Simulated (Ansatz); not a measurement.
# How methods differ on SiH4O4 (orthosilicic acid)

SiH4O4: 9 atoms, total charge 0, spin state singlet. As SMILES, `O[Si](O)(O)O`. The shape is that of a PBE0-D4/def2-TZVP optimisation. This is one conformer, not always the lowest.

Quantity: the vertical ionisation energy (to the doublet cation), in eV. The values are calculated.

```
           level                    kind  program  value (eV)  CPU time (all runs)
   BLYP/def2-SVP                     GGA   Ansatz       10.13                 24 s
 r2SCAN/def2-SVP                meta-GGA   Ansatz       10.70                 49 s
  B3LYP/def2-SVP           global hybrid   Ansatz       11.00                 21 s
  BHLYP/def2-SVP           global hybrid   Ansatz       11.73                 21 s
r2SCAN0/def2-SVP         hybrid meta-GGA   Ansatz       11.41                 39 s
wB97M-V/def2-SVP  range-separated hybrid   Ansatz       11.56              1.9 min
    MP2/def2-SVP     perturbation theory   Ansatz       12.30                 15 s
BCCD(T)/def2-SVP   coupled cluster or CI   Ansatz       11.67              4.8 min
```

The values span 10.13 to 12.30 eV. Times are those of the runs behind each value, whatever else they computed, on shared processors of several kinds: orders of magnitude only.

Removing an electron from orthosilicic acid most likely takes it from oxygen lone-pair combinations, since silicon in its highest oxidation state has no lone pair of its own and the Si–O bonding levels lie deeper. The ionisation energy rises with the share of exact exchange, from BLYP through B3LYP to BHLYP and again from r2SCAN to r2SCAN0, probably because semilocal exchange overstabilises a hole spread over several oxygens.

Against the coupled-cluster value of 11.67 eV, BHLYP and wB97M-V come closest, on opposite sides, while BLYP is much too low. MP2, at 12.30 eV, overshoots by about as much as B3LYP falls short, so a correlated wavefunction is not in itself a guarantee of accuracy here. The closeness of BHLYP for this one energy difference doesn't show that it describes the neutral molecule or the cation better in general. Because every level shares the same small basis without diffuse functions, the comparison ranks the methods within that basis and doesn't fix the ionisation energy at the basis-set limit.
